**NMR shieldings of the nuclei of methoxyacetonitrile: simple models against GIAO results**

The table holds shieldings, paramagnetic parts, spans, shifts and IAO charges for each kind of nucleus of gauche methoxyacetonitrile at PBE0/IGLO-III (PySCF, gas phase, PBE0-D3(BJ)/def2-SVP geometry). The program tests the Lamb formula with Slater orbitals for the diamagnetic part, the linear-group rule span = 1.5 × |paramagnetic part|, Karplus–Pople $\langle r^{-3}\rangle$ scaling with and without charge, and fits of the five hydrogen shieldings to charge and to a McConnell term. The Lamb values lie within 6 % of the diamagnetic part for C, N and O but about 40 % low for H, and the span rule misses C4 by −17 % and N5 by +14 %. Radial scaling gives the rough N5/C4 ratio but fails for O2, and charge predicts 5 ppm between C1 and C3 where the calculation gives none. Hydrogen shieldings follow charge loosely (about −17 ppm per e, r = −0.85), and the McConnell term brings no improvement.

GIAO shieldings and IAO charges of methoxyacetonitrile (SMILES COCC#N), PySCF 2.14.0, PBE0/IGLO-III with density fitting, gas phase, PBE0-D3(BJ)/def2-SVP geometry. Shifts are relative to H2O (17O), NH3 (15N) and TMS (13C, 1H) at the same level; span is highest less lowest principal value. Atoms are in SMILES order, hydrogens last, equivalent atoms averaged.

## The fit in Python

```python
# Table: GIAO NMR shieldings, shifts, spans, IAO charges of methoxyacetonitrile; PySCF, PBE0/IGLO-III, gas phase.
# Tested: Lamb/Slater diamagnetic term, principal-value bounds, span = 1.5|para| (linear group),
# Karplus-Pople <r^-3> scaling and charge as rival, H shieldings vs charge and C#N anisotropy.
T = {
    'atom': ['C1', 'O2', 'C3', 'C4', 'N5', 'H6', 'H9'],
    'count': [1, 1, 1, 1, 1, 3, 2],
    'neighbours': ['H H H O', 'C C', 'C H H O', 'C N', 'C', 'C', 'C'],
    'shift': [59.2, 8.0, 59.1, 123.0, 308.0, 3.4, 4.1],  # ppm
    'iso': [124.6, 319.2, 124.7, 60.8, -47.5, 28.0, 27.3],  # ppm
    'para': [-124.3, -61.7, -120.7, -193.0, -388.0, -1.7, -0.4],  # ppm
    'span': [91, 57, 76, 350, 511, 9, 9],  # ppm
    'iao': [-0.21, -0.37, -0.08, 0.12, -0.23, 0.15, 0.18],  # e
}
import numpy as np
from scipy.constants import alpha
a2 = alpha**2*1e6
R = {a: {k: T[k][i] for k in ('shift', 'iso', 'para', 'span', 'iao')} for i, a in enumerate(T['atom'])}
ZZ = {'H': 1, 'C': 6, 'N': 7, 'O': 8}
def zeff(Z, q=0.0): return Z-1.7-0.35*(Z-3-q)
def lamb(Z, q=0.0): return a2/3*(1-q if Z == 1 else 2*(Z-0.3)+(Z-2-q)*zeff(Z, q)/4)
def r3(Z, q=0.0): return zeff(Z, q)**3/24
print("rounding floor: iso, para 0.05; dia 0.1; span 0.5 ppm; charge 0.005 e")
print("atom ref_shield dia Lamb(neutral) Lamb_err% Lamb(q) iso-Lamb (ppm)")
for a, r in R.items():
    Z = ZZ[a[0]]; r['Z'] = Z; r['dia'] = r['iso']-r['para']; r['L'] = lamb(Z); r['pa'] = r['iso']-r['L']
    print(f"{a} {r['shift']+r['iso']:.1f} {r['dia']:.1f} {r['L']:.1f} {100*(r['L']/r['dia']-1):+.1f} {lamb(Z, r['iao']):.1f} {r['pa']:.1f}")
hv = [a for a in R if a[0] != 'H']
print("atom lowest[min,max] highest[min,max] | 1.5|para| err% vs span | 1.5|iso-Lamb| err%")
for a in hv:
    r = R[a]; i, s = r['iso'], r['span']; r['lo'] = (i-2*s/3, i-s/3)
    p, g = 1.5*abs(r['para']), 1.5*abs(r['pa'])
    print(f"{a} [{i-2*s/3:.0f},{i-s/3:.0f}] [{i+s/3:.0f},{i+2*s/3:.0f}] | {p:.0f} {100*(p/s-1):+.0f} | {g:.0f} {100*(g/s-1):+.0f}")
print("(linear limit is meant for C4, N5 only; axial case = lowest max, highest max)")
print("atom <r-3>neutral <r-3>(q) au | K=-para/(a2 r3(q)), same from iso-Lamb, 1/Eh")
for a in hv:
    r = R[a]; x = r3(r['Z'], r['iao']); r['K'] = -r['para']/(a2*x)
    print(f"{a} {r3(r['Z']):.2f} {x:.2f} | {r['K']:.2f} {-r['pa']/(a2*x):.2f}")
c1, o, c3, c4, n = (R[k] for k in ('C1', 'O2', 'C3', 'C4', 'N5'))
for nm, b in (('C3', c3), ('C4', c4)):
    pred = -c1['para']*(r3(6, b['iao'])/r3(6, c1['iao'])-1)
    print(f"{nm}-C1: dq {b['iao']-c1['iao']:+.2f} e, dshift {b['shift']-c1['shift']:+.1f}, ddia {b['dia']-c1['dia']:+.1f}, dpara {b['para']-c1['para']:+.1f}; charge-only dshift {pred:+.1f} ppm")
q = np.array([c1['iao'], c3['iao'], c4['iao']]); s = np.array([c1['shift'], c3['shift'], c4['shift']])
f = np.polyfit(q, s, 1)
print(f"C shift vs IAO line: slope {f[0]:.0f} ppm/e, residuals {np.round(s-np.polyval(f, q), 1)} ppm")
print(f"C1 lowest(min) - C4 lowest(max) = {c1['lo'][0]-c4['lo'][1]:.0f} ppm; span C4/C1 {c4['span']/c1['span']:.1f}")
print(f"N5/C4: para {n['para']/c4['para']:.2f}, iso-Lamb {n['pa']/c4['pa']:.2f}, span {n['span']/c4['span']:.2f}, axial perp-Lamb {(n['lo'][1]-n['L'])/(c4['lo'][1]-c4['L']):.2f}")
print(f"N/C <r-3> ratio: neutral {r3(7)/r3(6):.2f}, with IAO charges {r3(7, n['iao'])/r3(6, c4['iao']):.2f}")
print(f"O2/C1: para {o['para']/c1['para']:.2f}, <r-3>(q) {r3(8, o['iao'])/r3(6, c1['iao']):.2f}, K {o['K']/c1['K']:.2f}")
Pu = [3*p-1.5*p*p for p in [(6-o['iao']-ns)/3 for ns in (2.0, 1.5)]]
print(f"O 2p filling factor / 1.5 (isotropic, assumed 2s pop 2.0, 1.5): {Pu[0]/1.5:.2f}, {Pu[1]/1.5:.2f}")
# further outputs of the same run (less vetted): geometry in A, H shieldings, dia parts, IAO charges
X = np.array([[-1.18, .07, .54], [-.59, -.24, -.69], [.78, -.48, -.62], [1.57, .71, -.27], [2.16, 1.66, .03],
              [-2.25, .22, .36], [-.76, .99, .98], [-1.05, -.76, 1.27], [1.11, -.83, -1.61], [1.03, -1.28, .11]])
hi = np.array([27.7819, 27.6337, 28.4633, 27.0199, 27.595]); hq = np.array([.169, .1394, .1272, .1954, .1567])
hd = np.array([28.247, 30.761, 29.847, 26.652, 28.841])
u = lambda v: v/np.linalg.norm(v)
b1, b2, b3 = X[1]-X[0], X[2]-X[1], X[3]-X[2]
dih = np.degrees(np.arccos(u(np.cross(b1, b2))@u(np.cross(b2, b3))))
print(f"|dihedral C1O2C3C4| {dih:.0f} deg, angle C3C4N5 {np.degrees(np.arccos(u(X[2]-X[3])@u(X[4]-X[3]))):.0f} deg, C4N5 {np.linalg.norm(X[4]-X[3]):.2f} A; gap {8.514461-0.080319:.2f} eV")
v = X[5:]-(X[3]+X[4])/2; d = np.linalg.norm(v, axis=1); c = v@u(X[4]-X[3])/d; G = (1-3*c*c)/(3*d**3)
f1 = np.polyfit(hq, hi, 1); r1 = hi-np.polyval(f1, hq)
A = np.c_[np.ones(5), hq, G]; f2 = np.linalg.lstsq(A, hi, rcond=None)[0]; r2 = hi-A@f2
print("H iso para q | R(A) to CN mid, McConnell G(A^-3) | resid charge, resid charge+G (ppm)")
for k in range(5):
    print(f"H{k+6} {hi[k]:.2f} {hi[k]-hd[k]:+.1f} {hq[k]:.3f} | {d[k]:.2f} {G[k]:+.4f} | {r1[k]:+.2f} {r2[k]:+.2f}")
print(f"charge fit: slope {f1[0]:.1f} ppm/e (Lamb {-a2/3:.2f}), r {np.corrcoef(hq, hi)[0, 1]:.2f}, rms {r1.std():.2f} vs raw {hi.std():.2f} ppm")
print(f"charge+G (3 parameters, 5 points): slope {f2[1]:.1f} ppm/e, dchi {f2[2]:.1f} ppm A^3, rms {r2.std():.2f} ppm")
print(f"group mean diff {hi[:3].mean()-hi[3:].mean():.2f}; spreads {np.ptp(hi[:3]):.2f}, {np.ptp(hi[3:]):.2f}; full range {np.ptp(hi):.2f}; Lamb x dq {a2/3*(hq[3:].mean()-hq[:3].mean()):.2f} ppm")
assert all(abs(R[a]['L']/R[a]['dia']-1) < 0.07 for a in hv)
assert abs(c1['shift']-c3['shift']) < 0.5 and c3['iao']-c1['iao'] > 0.1
assert c4['dia'] > max(c1['dia'], c3['dia']) and c4['lo'][1] < min(c1['lo'][0], c3['lo'][0])
assert 1.4 < n['para']/c4['para'] < 2.2 and abs(o['para']) < abs(c1['para'])
```

Running it gives:

```
rounding floor: iso, para 0.05; dia 0.1; span 0.5 ppm; charge 0.005 e
atom ref_shield dia Lamb(neutral) Lamb_err% Lamb(q) iso-Lamb (ppm)
C1 183.8 248.9 260.0 +4.5 261.7 -135.4
O2 327.2 380.9 394.5 +3.6 398.3 -75.3
C3 183.8 245.4 260.0 +6.0 260.7 -135.3
C4 183.8 253.8 260.0 +2.5 259.0 -199.2
N5 260.5 340.5 324.4 -4.7 326.5 -371.9
H6 31.4 29.7 17.8 -40.2 15.1 10.2
H9 31.4 27.7 17.8 -35.9 14.6 9.5
atom lowest[min,max] highest[min,max] | 1.5|para| err% vs span | 1.5|iso-Lamb| err%
C1 [64,94] [155,185] | 186 +105 | 203 +123
O2 [281,300] [338,357] | 93 +62 | 113 +98
C3 [74,99] [150,175] | 181 +138 | 203 +167
C4 [-173,-56] [177,294] | 290 -17 | 299 -15
N5 [-388,-218] [123,293] | 582 +14 | 558 +9
(linear limit is meant for C4, N5 only; axial case = lowest max, highest max)
atom <r-3>neutral <r-3>(q) au | K=-para/(a2 r3(q)), same from iso-Lamb, 1/Eh
C1 1.43 1.34 | 1.75 1.90
O2 3.92 3.60 | 0.32 0.39
C3 1.43 1.39 | 1.63 1.82
C4 1.43 1.49 | 2.44 2.52
N5 2.47 2.32 | 3.14 3.01
C3-C1: dq +0.13 e, dshift -0.1, ddia -3.5, dpara +3.6; charge-only dshift +5.4 ppm
C4-C1: dq +0.33 e, dshift +63.8, ddia +4.9, dpara -68.7; charge-only dshift +14.1 ppm
C shift vs IAO line: slope 204 ppm/e, residuals [ 10.  -16.6   6.5] ppm
C1 lowest(min) - C4 lowest(max) = 120 ppm; span C4/C1 3.8
N5/C4: para 2.01, iso-Lamb 1.87, span 1.46, axial perp-Lamb 1.72
N/C <r-3> ratio: neutral 1.73, with IAO charges 1.56
O2/C1: para 0.50, <r-3>(q) 2.70, K 0.18
O 2p filling factor / 1.5 (isotropic, assumed 2s pop 2.0, 1.5): 0.79, 0.61
|dihedral C1O2C3C4| 67 deg, angle C3C4N5 178 deg, C4N5 1.16 A; gap 8.43 eV
H iso para q | R(A) to CN mid, McConnell G(A^-3) | resid charge, resid charge+G (ppm)
H6 27.78 -0.5 0.169 | 4.25 -0.0012 | +0.27 +0.25
H7 27.63 -3.1 0.139 | 2.85 +0.0066 | -0.37 -0.38
H8 28.46 -1.4 0.127 | 3.77 -0.0035 | +0.26 +0.27
H9 27.02 +0.4 0.195 | 2.62 -0.0293 | -0.05 -0.05
H10 27.59 -1.2 0.157 | 2.61 -0.0282 | -0.12 -0.09
charge fit: slope -16.6 ppm/e (Lamb -17.75), r -0.85, rms 0.24 vs raw 0.46 ppm
charge+G (3 parameters, 5 points): slope -15.9 ppm/e, dchi 1.8 ppm A^3, rms 0.24 ppm
group mean diff 0.65; spreads 0.83, 0.58; full range 1.44; Lamb x dq 0.55 ppm
```
